In the radical anion of 4-chlorobenzoic acid the isotropic coupling of a carbon depends on the spin on its neighbours as well as on its own. C4 has a positive spin population and a negative coupling, C6 has the second largest carbon coupling in magnitude on the smallest carbon population, while C7 has both the largest population and the largest coupling. The values come from an unrestricted B3LYP calculation that gives a nearly clean doublet, $\langle S^2\rangle = 0.762$.

Hyperfine couplings (13C, 17O, 1H, 35Cl) and Mulliken spin populations of the C7H5ClO2 radical anion, SMILES [O-][C](O)c1ccc(Cl)cc1. PySCF 2.14.0, density-fitted unrestricted B3LYP, non-relativistic, gas phase, IGLO-III on C, O and Cl, pcH-1 on H; PBE0-D3(BJ)/def2-SVP geometry. Atoms are numbered in SMILES order, hydrogens last; equivalent atoms are averaged.

| atom | bonded to | spin population (e) | A iso (MHz) | largest dipolar part (MHz) |
| --- | --- | --- | --- | --- |
| O1 | C | 0.130 | -11.6 | 22.0 |
| C2 | C O O | 0.185 | 4.0 | 37.4 |
| O3 | C H | 0.014 | -1.4 | 5.7 |
| C4 | C C C | 0.115 | -3.9 | 28.8 |
| C5 | C C H | 0.189 | 7.9 | 25.0 |
| C6 | C C H | -0.084 | -18.5 | 4.6 |
| C7 | C C Cl | 0.351 | 40.0 | 62.6 |
| Cl8 | C | 0.016 | 0.1 | 11.8 |
| H11 | O | -0.003 | -2.4 | 4.8 |
| H12 | C | -0.011 | -12.3 | 6.3 |
| H13 | C | 0.002 | 2.8 | 1.7 |

The hyperfine tensor is the sum of an isotropic part, A iso, which measures the spin density at the nucleus, and a traceless dipolar part, which averages $r^{-3}$ over the spin around it with a weight that depends on direction. The spin population $\rho$ is the Mulliken share of the one unpaired spin; C5, C6, H12 and H13 count twice in the sum.

The couplings fit an added electron in a π* orbital, made of p functions with a node in the ring plane. Such spin shows directly in the dipolar part: a p orbital gives the components $(-B,-B,2B)$ with $2B=\tfrac45\,\tfrac{\mu_0}{4\pi h}\,g_e\mu_B\,g_N\mu_N\langle r^{-3}\rangle\rho$, where $g_N$ is the nuclear g factor. Rough recalled atomic values put $2B$ near 180 MHz per unit spin for carbon, and C7 has $62.6/0.351 = 178$ MHz. The same orbital contributes nothing at a nucleus in its nodal plane, so in a planar ion A iso must arise indirectly. The small couplings are consistent with this, though they do not prove it: a whole electron in a carbon 2s orbital would give roughly 3800 MHz (recalled), and the 40.0 MHz of C7 is about 1 % of that.

The indirect route is spin polarisation, and the argument is one of exchange. An α electron in the p orbital of atom $i$ lowers the energy of other α electrons near $i$. In each σ bond from $i$ to $j$ the α electron shifts towards $i$ and the β electron towards $j$, and since the hybrids have s character, nucleus $i$ gains positive and nucleus $j$ negative spin density. To first order the effects add, which gives the Karplus–Fraenkel form

$$A_{\rm iso}(i)=A\rho_i+B'\sum_{j}\rho_j ,$$

with $j$ over the bonded heavy atoms, $A>0$ and $B'<0$. The original form has separate constants for each kind of bond and a negative own term from the polarised 1s shell; here one $A$ and one $B'$ stand for all of these. Fitted to all five kinds of carbon with the tabulated populations, this reduced form gives $A = 84$ and $B' = -27$ MHz per unit spin, and the rms misfit to the computed couplings drops from 11.1 MHz (own term alone) to 5.0 MHz. Two constants on five points support the signs and little more; the printed output below has the residuals.

C4, one of the fitted rows, sits between three spin-rich atoms: $\sum\rho_j = 0.185+2\times0.189 = 0.563$. The own term is $84\times0.115\approx+10$ MHz, the neighbour term $-27\times0.563\approx-15$ MHz, the sum about $-5$ MHz against the computed $-3.9$ MHz. With these constants the coupling of a carbon with positive spin turns negative once its neighbours together hold some three times its own spin; at C4 the factor is nearly five. With Mulliken spins the neighbour term also puts C2 below C5 at a similar population: the neighbours of C2 hold 0.259, those of C5 only 0.031. The fit overshoots both, C5 by 7.1 MHz. The dipolar part suggests why for C5, since it implies a p spin of only about 0.14, and with spins taken from the dipolar column that misfit falls below 2 MHz. C2, however, then stays 3.1 or 6.5 MHz too high, depending on how the column is read (see C6 below), and in the second case the model wrongly puts it above C5. Mulliken populations mix σ with π spin and depend on the basis.

At C6, the meta position, both terms are negative. The singly occupied orbital nearly vanishes there (a Hückel estimate gives 0.007), and a squared coefficient cannot be negative. The same exchange, acting on the filled π orbitals, pulls α density onto C5 and C7 and leaves β excess between them; McLachlan's correction turns the estimate into $-0.055$. That reproduces the sign only. Both estimates place more spin on C2 than on any other atom (0.33 and 0.41, against 0.185) and too little on C7. Crude parameters may be at fault, but the gas-phase anion may also be unbound, in which case the finite basis holds the electron and helps to fix the balance between ring and carboxyl group. In the fit about two thirds of the C6 coupling comes from the neighbours.

The protons report the sign of the spin on their carrier atom reversed, as McConnell's relation $A_{\rm iso}({\rm H})=Q\rho_{\rm C}$ with negative $Q$ requires: H12 on positive C5 has $-12.3$ MHz, H13 on negative C6 $+2.8$ MHz. One $Q$ does not serve both, for H12 gives $-65$ MHz and H13 half of that. Probably part of the $-0.084$ on C6 is σ polarisation from its neighbours, which is not π spin; the dipolar part points to a p spin of $-0.025$ or $-0.051$, depending on whether the listed value is read as $|2B|$ or as the most positive component, which is $-B$ here because negative spin makes $B$ negative, and at so weak a site the neighbours' dipolar fields matter too. The negative oxygen couplings mean positive spin density, because the ¹⁷O moment is negative.

C7 is also poorly described. Its neighbours are net negative, so both terms push upward, yet the fit stays 6.5 MHz short, and constants taken from the other four carbons predict 22.6 MHz against the computed 40.0 MHz; spins from the dipolar column raise that only to 25–27 MHz. The five-point constants therefore lean heavily on this row. Two guesses remain untested: a C–Cl bond polarises differently from a C–H bond, or a slight bending at C7 mixes the C–Cl σ* orbital into the π* orbital, where half a percent of 2s character would be worth some 20 MHz. Strong mixing is unlikely, because Cl8 shows a dipolar part of 11.8 MHz, a few percent of p spin, and an A iso of 0.1 MHz, barely above the rounding. That evidence is not strict, since contributions of different s shells can cancel and the calculation is non-relativistic. If bending does mix in s character in this way, out-of-plane vibration, absent from this single-conformer result, could shift the isotropic carbon couplings more, in relative terms, than the dipolar parts.

Numerical output:

```
spin sum 1.000 e; rounding floor 0.05 MHz and 0.0005 e
2B per unit p spin, MHz (rough): C 182, O 290, Cl 286
atom Mulliken Hueckel McLachlan | dip/|spin| MHz/e | p spin(|2B|) p spin(signed) | s fraction %
O1    0.130  0.150  0.113 |   169 |  0.076  0.152 |   0.22
C2    0.185  0.333  0.410 |   202 |  0.206  0.206 |   0.11
O3    0.014  0.034  0.017 |   407 |  0.020  0.039 |   0.03
C4    0.115  0.065  0.029 |   250 |  0.158  0.158 |  -0.10
C5    0.189  0.123  0.165 |   132 |  0.137  0.137 |   0.21
C6   -0.084  0.007 -0.055 |    55 | -0.025 -0.051 |  -0.49
C7    0.351  0.153  0.208 |   178 |  0.344  0.344 |   1.05
Cl8   0.016  0.004  0.003 |   738 |  0.041  0.041 |   0.00
Mulliken: heavy-atom sum 1.021; rms Hueckel 0.098, McLachlan 0.100 e, worst C2 +0.225
dip |2B|: heavy-atom sum 1.069; rms Hueckel 0.094, McLachlan 0.101 e, worst C2 +0.205
dip signed: heavy-atom sum 1.114; rms Hueckel 0.091, McLachlan 0.101 e, worst C2 +0.205
13C Mulliken: own only A 81, rms 11.1; own+neighbours A 84 B -27 MHz/e, rms 5.0 MHz
   residuals MHz C2 +4.6 C4 -1.5 C5 +7.1 C6 -2.9 C7 -6.5; worst C5
   without C7 (bears Cl): A 55 B -22, predicts C7 22.6 vs 40.0 MHz
13C dip |2B|: own only A 76, rms 13.1; own+neighbours A 102 B -41 MHz/e, rms 4.0 MHz
   residuals MHz C2 +6.5 C4 +0.2 C5 +0.6 C6 -3.9 C7 -4.5; worst C2
   without C7 (bears Cl): A 73 B -34, predicts C7 25.3 vs 40.0 MHz
13C dip signed: own only A 77, rms 12.7; own+neighbours A 98 B -38 MHz/e, rms 3.2 MHz
   residuals MHz C2 +3.1 C4 +1.5 C5 +1.6 C6 -4.6 C7 -3.9; worst C6
   without C7 (bears Cl): A 74 B -32, predicts C7 27.4 vs 40.0 MHz
Mulliken fit: atom, neighbour spin e, own term, neighbour term, model, table MHz, a/spin MHz/e
C2  0.259   15.5   -6.9    8.6    4.0     22
C4  0.563    9.6  -15.0   -5.4   -3.9    -34
C5  0.031   15.9   -0.8   15.0    7.9     42
C6  0.540   -7.0  -14.4  -21.4  -18.5    220
C7 -0.152   29.4    4.1   33.5   40.0    114
free H atom contact coupling 1423 MHz
H11 on O3: Q MHz/e Mulliken -171, |2B| -122, signed -61; a/own spin 830 = 0.58 of atom; dip/|spin X| 343
H12 on C5: Q MHz/e Mulliken -65, |2B| -89, signed -89; a/own spin 1102 = 0.77 of atom; dip/|spin X| 33
H13 on C6: Q MHz/e Mulliken -33, |2B| -111, signed -55; a/own spin 1238 = 0.87 of atom; dip/|spin X| 20
Q of H12 predicts H13 5.5 vs 2.8 MHz; H13 implies C6 pi spin -0.043
17O a/spin MHz/e: O1 -89, O3 -100; a ratio C5/C2 1.98, dip ratio 0.67
```
